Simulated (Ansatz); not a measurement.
A ladder of methods for InH2 (SMILES [InH2])

The species is InH2 (3 atoms), meant as a doublet with charge 0. SMILES: `[InH2]`. Geometry: relaxed at PBE0-D4/def2-TZVP.

```tsv
atom	x (Å)	y (Å)	z (Å)
In	0.3846	-0.4254	0.1498
H	0.6913	1.2654	0.5216
H	-1.0869	-0.9048	-0.6847
```

Quantity: the electronic atomisation energy, in eV. The values are calculated. Electronic energies at fixed atoms, without zero-point motion or spin-orbit coupling.

```csv
level,kind,program,value (eV),less FCI/STO-3G,CPU time (all runs)
UHF/STO-3G,Hartree–Fock,Ansatz,6.75,-0.33,0.86 s
UBLYP/STO-3G,GGA,Ansatz,8.63,+1.55,3.7 s
U-r2SCAN0/STO-3G,hybrid meta-GGA,Ansatz,8.32,+1.24,9.3 s
UB3LYP/STO-3G,global hybrid,Ansatz,8.46,+1.38,4 s
UPBE0/STO-3G,global hybrid,Ansatz,8.18,+1.10,3.3 s
U-wB97M-V/STO-3G,range-separated hybrid,Ansatz,8.57,+1.49,28 s
UB2PLYP/STO-3G,double hybrid,Ansatz,7.90,+0.82,2.9 s
UBCCD(T)/STO-3G,coupled cluster or CI,Ansatz,7.08,0.00,1.2 s
FCI/STO-3G,exact in the basis,Ansatz,7.08,0.00,1.1 s
```

FCI/STO-3G is exact within its basis and frozen core, so for wave-function methods in that basis the difference is their error; functionals converge differently with the basis, so for them it is only a difference. All-electron rows without a relativistic Hamiltonian named are non-relativistic. The values span 6.75 to 8.63 eV. All rows use very small basis sets, so even the best lies far from the true value. In the correlated wave-function rows the outer d shell of In is correlated, in sets not made for it. CPU times are rough (shared hosts, several kinds of processor): they show what a rung costs within a factor of a few.

Most of the binding is already present at the Hartree–Fock level, and correlation within the minimal basis adds only 0.33 eV. Pairing electrons in the two In–H bonds favours the molecule, but the free indium atom has its own 5s²–5p² near-degeneracy correlation, which offsets part of that gain. UBCCD(T) reproduces FCI to the printed precision, as expected for a doublet with one dominant configuration and few virtual orbitals.

Every functional binds more strongly than FCI, probably because its correlation energy comes from the density and is not limited by the scarce virtual space. Binding weakens from UBLYP through UB3LYP to UB2PLYP, but U-wB97M-V shows that exact exchange alone does not set the order.

Even the FCI value is too large for the known weakness of In–H bonds. The likely causes are a poorly described free atom, which gains flexibility from the hydrogen functions in the molecule, and the missing relativistic stabilisation of 5s, which makes that pair too available for bonding. Total atomisation energies also leave open whether InH2 resists losing H or H2.
